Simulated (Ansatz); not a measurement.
## A series in volume scale on Sn

Results calculated with Ansatz 0.2.0, not measured. Plane-wave DFT, scalar-relativistic PAW made under PBE with cores redone for the functional, no dispersion; the given relaxed cell is scaled uniformly, energy at zero smearing counts from the unscaled cell, pressure at the given Fermi-Dirac smearing is positive in compression.

The cell before it is scaled or strained (space group Pm-3m, No. 221):
```
cell vectors (Å)
   3.0288     0.0000     0.0000
   0.0000     3.0288     0.0000
   0.0000     0.0000     3.0288
atoms (fractions of the cell vectors)
Sn  0.00000  0.00000  0.00000
```

Settings of every row: spin polarised no; functional PBEsol; wave cutoff 420 eV; smearing width 0.1 eV; k mesh 12x12x12.

Atom starting moment: 0 on all atoms.

Limits: the cell comes from a prototype or a list of computed structures and needn't be the stable phase.

| row | volume scale | V (Å³/atom) | pressure (GPa) | energy change per atom (meV) |
| --- | --- | --- | --- | --- |
| 1 | 0.88 | 24.451 | 9.87 | 92.58 |
| 2 | 0.92 | 25.562 | ? | ? |
| 3 | 0.96 | 26.674 | 2.79 | 9.93 |
| 4 | 1.04 | 28.896 | -1.67 | 5.46 |
| 5 | 1.08 | 30.008 | -3.23 | 23.1 |
| 6 | 1.12 | 31.119 | -4.46 | 50.37 |

Question: what pressure and energy change per atom should row 2 give?

Worked fit of pressure. Take u = (V_r/V)^(2/3) − 1 with V_r = 28.896 Å³ an atom, which is twice the finite (Eulerian) strain; such expansions in the strain, on which the Birch-Murnaghan equation of state is built, carry the rest volume and the bulk modulus. The shown rows have u = 0.11779, 0.05479, 0, -0.02486, -0.04821. Least squares give pressure = −1.694 + 68.84 × u + 248.35 × u² GPa; a straight line predicts inner rows, each left out in turn, worse (root mean square 0.84 against 0.055 GPa). The rows lie off it by 0.01, -0.03, 0.02, 0.02, -0.02. The pressure vanishes at u = 0.0227, or V = 27.94 Å³ an atom, and there the bulk modulus at fixed shape and fractions is B = −V dP/dV = (2/3)(1 + u) dP/du = 54.6 GPa. The withheld row has u = 0.08516, so the fit gives −1.694 + 68.84 × (0.08516) + 248.35 × (0.08516)² = 5.97 GPa.

The calculation gave 5.89 GPa. The fit lies 0.08 GPa (1.4 % of the value, 0.56 % of the column's range) above it; its largest miss of a shown row is 0.03 GPa.

Worked fit of energy change per atom. Take u = (V_r/V)^(2/3) − 1 with V_r = 28.896 Å³ an atom, which is twice the finite (Eulerian) strain; such expansions in the strain, on which the Birch-Murnaghan equation of state is built, carry the rest volume and the bulk modulus. The shown rows have u = 0.11779, 0.05479, 0, -0.02486, -0.04821. Least squares give energy change per atom = 5.028 − 458.131 × u + 10186.86 × u² meV; a straight line predicts inner rows, each left out in turn, worse (root mean square 34 against 0.97 meV). The rows lie off it by 0.18, -0.58, 0.43, 0.39, -0.42 (root mean square 0.42 meV). The withheld row has u = 0.08516, so the fit gives 5.028 − 458.131 × (0.08516) + 10186.86 × (0.08516)² = 39.89 meV.

The calculation gave 39.07 meV. The fit lies 0.82 meV (2.1 % of the value, 0.94 % of the column's range) above it; its largest miss of a shown row is 0.58 meV.
